The Xe3+ row looks wrong in one column. The M2M2 kinetic energy rises by 115.1 eV from Te3+ to I3+ and by 121.0 eV from I3+ to Xe3+. While one subshell fills, each step exceeds the one before by about 2.8 eV (the mean of the second differences centred on Cd, Sn and Te), so the last step should be $115.1+2.8=117.9$ eV and is 3.1 eV too large. The M2N5 column departs by only 0.3 eV there, close to the 0.2 eV that rounding can put into a second difference. Both groups start from the same hole state, so barring a cancellation the excess sits in the final state with two M2 holes. No shell event explains it: $5p$ simply goes on filling, and opening $5p_{3/2}$ would lower the step slightly in both columns. It is best treated as an artefact of that calculated value, with its source not identified. The excess is 0.1% of the energy and about one L2 width (3.07 eV for Xe3+ in the same calculation).

Auger groups M2M2 and M2N5 from an L2 hole in Ag3+ to Xe3+, computed with Radial Dirac-Fock and Kohn-Sham solver 2. Kinetic energies are Dirac-Fock configuration averages, measured from the vacuum level. Shares come from independent-particle Coulomb rates on relativistic LDA orbitals of the hole state, with a Latter-tail continuum.

| species | Z | electrons | configuration | kinetic energy (M2M2) (eV) | share (M2M2) (%) | kinetic energy (M2N5) (eV) | share (M2N5) (%) |
| --- | --- | --- | --- | --- | --- | --- | --- |
| Ag3+ | 47 | 44 | [Kr] 4d8 | 2219.6 | 2.834 | 2850.7 | 0.8485 |
| Cd3+ | 48 | 45 | [Kr] 4d9 | 2329.9 | 2.735 | 3002.6 | 0.9377 |
| In3+ | 49 | 46 | [Kr] 4d10 | 2443.3 | 2.682 | 3159.0 | 1.037 |
| Sn3+ | 50 | 47 | [Kr] 4d10 5s1 | 2551.6 | 2.653 | 3314.4 | 1.085 |
| Sb3+ | 51 | 48 | [Kr] 4d10 5s2 | 2662.5 | 2.626 | 3474.0 | 1.130 |
| Te3+ | 52 | 49 | [Kr] 4d10 5s2 5p1 | 2774.9 | 2.593 | 3636.9 | 1.169 |
| I3+ | 53 | 50 | [Kr] 4d10 5s2 5p2 | 2890.0 | 2.564 | 3804.1 | 1.204 |
| Xe3+ | 54 | 51 | [Kr] 4d10 5s2 5p3 | 3011.0 | 2.538 | 3975.9 | 1.236 |

L2, M2 and N5 are the $2p_{1/2}$, $3p_{1/2}$ and $4d_{5/2}$ subshells. A group name lists the two holes left after one electron fills L2 and another is ejected. The share is the percentage of non-radiative decays, Auger and Coster-Kronig together, that go through the group. Charge, electron count and configuration describe the ion before the hole is made, so emission runs from 4+ to 5+. Both groups are Auger groups (a Coster-Kronig decay would leave a hole in L3), and they are minor ones, together 3.7 to 3.8%.

**Energies.** The kinetic energy is
$$K = B(\mathrm{L2}) - B(X) - B(Y) - U,$$
with $B$ the binding energies and $U$ the interaction of the final holes $X$ and $Y$. Screened hydrogenic terms make $K$ roughly quadratic in $Z$. Log-log slopes over all eight rows are 2.18 for M2M2 and 2.39 for M2N5. Slopes above 2 are usual, since a screened charge grows proportionally faster than $Z$ and relativity deepens $2p_{1/2}$. M2N5 lies 631 to 965 eV higher because a $4d$ hole costs much less than a second $3p$ hole.

The largest irregularity is at In–Sn, and it has a standard cause. An outer electron raises the potential energy in the core by a nearly uniform $V\approx\langle e^2/4\pi\varepsilon_0 r\rangle$. Every core $B$ drops by $V$, and $K$ changes by $-V+V+V=+V$. This is the frozen-orbital picture. The other outer electrons relax and screen part of the shift, so bare $\langle 1/r\rangle$ values give the sign and order of what follows but overstate its size. Along this series each proton arrives with one electron, so each step contains the $V$ of the subshell being filled. A $5s$ electron is more diffuse than a $4d$ one and has the smaller $V$, so the step drops once $4d$ is full. The table has the drop in that place: the M2M2 step goes from 113.4 to 108.3 eV, which is 7.9 eV under the regular growth. In M2N5 the shifts of L2 and M2 cancel and only that of the ejected $4d$ electron remains. It sits farther out, where the potentials of a $4d$ and a $5s$ shell differ less, so theory argues for a smaller kink, and the table gives 5.3 eV. At Sb–Te, where filling passes from $5s$ to the somewhat more diffuse $5p$, the shortfalls are 1.3 and 1.0 eV, small but well above rounding.

Slater's rules give the kink with no fitted parameter, so no row below is part of a fit. In M2M2 decay one inner hole becomes two, the screened charge $Z^*$ of each outer electron rises by one, and $q$ such electrons add $A=\mathrm{Ry}\,q\,(2Z^*+1)/n^{*2}$ to $K$, with $n^*=3.7$ for $4d$ and 4.0 for $5s$. With the L2 hole present, $Z^*_{4d}=Z-35-0.35(q-1)$, which is 9.55, 10.20, 10.85 and 11.85 from Ag to Sn. The $4d$ terms are $8\times20.1/13.69=11.75$, $9\times21.4/13.69=14.07$, $10\times22.7/13.69=16.58$ and $10\times24.7/13.69=18.04$ Ry. The $5s$ electron of Sn has $Z^*=50-27-0.85\times18=7.7$ and adds $16.4/16=1.025$ Ry, for 19.07 in all. The steps are 2.32, 2.51 and 2.49 Ry, so the second difference falls from $+0.19$ Ry at Cd to $-0.03$ Ry at In (from unrounded steps), a kink of about $-3$ eV. Place and sign are right, and the size is a little over a third of the Dirac-Fock value. Full Slater total-energy differences overshoot the tabulated $K$ by about 17% for M2M2 and 4 to 6% for M2N5. They are non-relativistic, they lump $5s$ with $5p$ and so miss the Sb–Te feature, and they show nothing at Xe.

A least-squares quadratic in $Z$ through all eight rows leaves rms residuals of 2.0 eV (M2M2) and 1.1 eV (M2N5). A further term proportional to the number of $5s$ and $5p$ electrons lowers them to 0.6 and 0.2 eV. Four parameters on eight points locate the kink without proving its cause, and the M2M2 fit is strained by Xe, with its worst miss of 1.2 eV at I3+.

**The falling M2M2 share.** The share drops in every step, by 10.4% of its Ag value overall, while the rate rises. Multiplying the share by the non-radiative L2 width of the same calculation (Ag, In, Sb, Te, I, Xe) gives a partial width that goes from 61.9 to 70.9 meV, or 15%, at an even 1.26 to 1.31 meV per unit of $Z$, while the non-radiative width grows by 28%.

For hydrogenic orbitals the Auger rate is nearly independent of $Z$, because lengths scale as $1/Z$ and the growth of the Coulomb interaction is offset by the energy normalisation of the faster outgoing electron. The dipole rate goes as $\omega^3 r^2\propto Z^4$. The computed log-log slopes over the six ions keep that order but are steeper, 1.4 for the Auger width and 5.6 for the radiative one, as screened orbitals allow. The radiative width does not enter the share. The Coster-Kronig width, with a slope of 3.2, does, and the Auger part of non-radiative decay sinks from 0.847 to 0.809, which accounts for 42% of the logarithmic fall. The rest is lost within Auger decay, where M2M2 goes from 3.35 to 3.14%: its slope of 0.98 is below the 1.4 of all Auger groups together. Groups that involve more heavily screened or newly added electrons gain faster, as M2N5 shows, though the two tabulated groups cannot say which take the most. The faster fall from Ag to In coincides with a Coster-Kronig width growing 45 meV per unit of $Z$, against 19 to 25 later. Added $4d$ electrons feeding L2–L3N4,5 decay are the likely cause, untested here; the L2–L3N1 channel lies near threshold in these ions and may also contribute.

**The rising M2N5 share.** The ratio of the two shares is free of the denominator. It grows 29.1% from Ag to In, of which the $4d$ count, 8 to 10, supplies 25%. From In to Xe the count is fixed and the ratio still grows 26.0%, so counting cannot be the cause. The $4d$ orbital contracts and gains amplitude where the $2p$ and $3p$ orbitals overlap, which is standard behaviour. Per N5 electron, with a statistical 0.6 of the $4d$ electrons in N5, the ratio gains 1.8 and 1.5% per step while $4d$ fills and then 5.8% tapering to 3.7%. A new $4d$ electron screens its shell-mates and a $5s$ or $5p$ electron hardly does, so contraction is slower during filling. Filling $4d_{3/2}$ first would instead make the rate per electron fall with $Z$, which argues for the statistical reading. A log-log fit to $Z^*_{4d}$ over all rows has exponent 0.55 and misses the values by at most 1.9%, but the local exponents are 0.26 (Ag–In) and 0.61 (In–Xe), so a single power of the Slater charge understates the contrast.

**Neighbouring series.** At lower charge each extra outer electron adds its $V$, so the energies lie higher, and the kink moves to wherever $4d$ closes in that series. An isoelectronic series of fixed configuration has neither filling kinks nor a counting regime, which leaves contraction as the main driver of the M2N5/M2M2 ratio. An L3 hole has zero Coster-Kronig yield in these runs, so that part of the dilution vanishes.

**In practice.** Interpolate energies separately on each side of In3+, and hold the Xe3+ M2M2 value uncertain by 3 eV until the two-hole state is recomputed. The energies average over multiplets, so they mark group centres and features of a few eV are not line positions. Convert shares to widths, with the non-radiative width, before comparing elements. The M2M2 share itself needs caution, because intermediate coupling redistributes intensity among the groups with two $3p$ holes, independent-particle rates omit this, and the rates also lack the Breit term.
